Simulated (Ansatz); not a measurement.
**Ligand exchange: GeH2(CH3)2 + GaH2I → GeH2(CH3)I + GaH2(CH3)**

Species: GeH2(CH3)2, singlet; GaH2I `[GaH2][I]`, singlet; GeH2(CH3)I, singlet; GaH2(CH3), singlet. The partners trade CH3 for I: Ge–CH3 and Ga–I bonds give way to Ge–I and Ga–CH3.

Shapes, held fixed at every level: PBE0-D4/def2-TZVP. Programs: Ansatz 0.2.0. Electronic energies: no zero-point or thermal term.

```json
{"level": "r2SCAN-D4/def2-TZVPP", "kind": "meta-GGA", "ΔE (kJ/mol)": "+50.4", "less CCSD(T)/def2-TZVPP": "-2.5", "CPU time (sum over the molecules)": "37 s"}
{"level": "B3LYP-D4/def2-TZVPP", "kind": "global hybrid", "ΔE (kJ/mol)": "+48.3", "less CCSD(T)/def2-TZVPP": "-4.6", "CPU time (sum over the molecules)": "38 s"}
{"level": "BHLYP-D4/def2-TZVPP", "kind": "global hybrid", "ΔE (kJ/mol)": "+50.9", "less CCSD(T)/def2-TZVPP": "-2.0", "CPU time (sum over the molecules)": "26 s"}
{"level": "PBE0-D4/def2-TZVPP", "kind": "global hybrid", "ΔE (kJ/mol)": "+49.2", "less CCSD(T)/def2-TZVPP": "-3.7", "CPU time (sum over the molecules)": "24 s"}
{"level": "r2SCAN0-D4/def2-TZVPP", "kind": "global hybrid", "ΔE (kJ/mol)": "+51.3", "less CCSD(T)/def2-TZVPP": "-1.6", "CPU time (sum over the molecules)": "40 s"}
{"level": "CCSD(T)/def2-SVP", "kind": "coupled cluster or CI", "ΔE (kJ/mol)": "+56.6", "less CCSD(T)/def2-TZVPP": "+3.7", "CPU time (sum over the molecules)": "39 s"}
{"level": "CCSD(T)/def2-TZVPP", "kind": "coupled cluster or CI", "ΔE (kJ/mol)": "+52.9", "less CCSD(T)/def2-TZVPP": "0.0", "CPU time (sum over the molecules)": "5.5 min"}
```

The highest level, CCSD(T)/def2-TZVPP, gives ΔE = +52.9 kJ/mol; the levels span +48.3 to +56.6. The column of differences is taken from that level and isn't an error. No measured value is set beside it here. For atoms past krypton def2 sets carry core potentials with scalar relativity. Relativity is left out for Ga, Ge unless named. Correlated rows may include outer-core shells of Ga, Ge, I, which these sets cover unevenly. Times are processor times on shared x86 and Arm servers, and rough.

The exchange is clearly uphill in electronic energy at every level: iodine prefers gallium and methyl prefers germanium. Gallium is the more electropositive partner, so its bond to iodine gains more from polarity than its bond to carbon does. Three-coordinate gallium also has an empty 4p orbital that can accept iodine lone-pair density, whereas methyl has no lone pair to offer and tetravalent germanium no comparable low-lying acceptor. The preference probably reflects both effects, though the reaction energy alone can't separate them.

Because the numbers of Ge–ligand and Ga–ligand bonds are conserved, much of the error in describing them should cancel, which fits the modest spread among the functionals. Enlarging the coupled-cluster basis lowers the energy by 3.7 kJ/mol, a shift comparable to the functionals' deviations, so their close ordering isn't a secure ranking of accuracy. The result applies to separated monomers; association through iodide or hydride bridges, familiar in gallium chemistry, could change the balance in condensed phases.
